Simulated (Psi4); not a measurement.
**A ladder of methods for C2H2GeN2 (SMILES N#[C][GeH2][C]#N)**

The species is C2H2GeN2 (7 atoms), meant as a singlet with charge 0. SMILES: `N#[C][GeH2][C]#N`. The shape was relaxed beforehand at PBE0/def2-TZVP.

```jsonl
{"atom": "N", "x (Å)": "0.5637", "y (Å)": "-2.3571", "z (Å)": "1.2636"}
{"atom": "C", "x (Å)": "0.4549", "y (Å)": "-1.2870", "z (Å)": "0.8552"}
{"atom": "Ge", "x (Å)": "0.3079", "y (Å)": "0.5078", "z (Å)": "0.2070"}
{"atom": "C", "x (Å)": "-1.0127", "y (Å)": "0.4625", "z (Å)": "-1.1776"}
{"atom": "N", "x (Å)": "-1.7999", "y (Å)": "0.4625", "z (Å)": "-2.0168"}
{"atom": "H", "x (Å)": "-0.1911", "y (Å)": "1.4006", "z (Å)": "1.3361"}
{"atom": "H", "x (Å)": "1.6423", "y (Å)": "0.9245", "z (Å)": "-0.3984"}
```

Each level gives the HOMO–LUMO gap (eV). The values are calculated.

```csv
level,kind,program,value (eV),CPU time
PBE-D4/def2-TZVPP (density fitting),GGA,Psi4,6.63,34 s
r2SCAN-D4/def2-TZVPP (density fitting),meta-GGA,Psi4,7.14,77 s
B3LYP-D4/def2-TZVPP (density fitting),global hybrid,Psi4,8.47,32 s
PBE0-D4/def2-TZVPP (density fitting),global hybrid,Psi4,8.95,33 s
wB97M-V/def2-TZVPP (density fitting),range-separated hybrid,Psi4,13.33,90 s
```

All-electron rows without a relativistic Hamiltonian named are non-relativistic. The values span 6.63 to 13.33 eV. Orbital gaps aren't excitation energies; they tend to grow with the share of exact exchange. CPU times are rough (shared hosts, several kinds of processor and program).

All five functionals give dicyanogermane a wide gap, but its size depends strongly on the method. The step from PBE0 (8.95 eV) to wB97M-V (13.33 eV) exceeds the whole spread among the other four. Because the geometry is shared, structural relaxation plays no part in this. The jump probably reflects the full long-range exchange in wB97M-V, which separates occupied and empty levels more like electron removal and attachment energies.

A wide gap fits the bonding: germanium(IV) has no lone pair, its valence electrons are tied up in Ge–H and Ge–C σ bonds, and the cyano π bonds are strong. The electronegative cyano groups also pull down both occupied and empty levels, so their presence need not widen the gap. The frontier orbitals probably mix cyano π or π* character with Ge–C σ or σ* character.

The values support a clear separation of the frontier levels in the singlet, but the agreement between B3LYP and PBE0 is no evidence that either is close to the true fundamental gap.
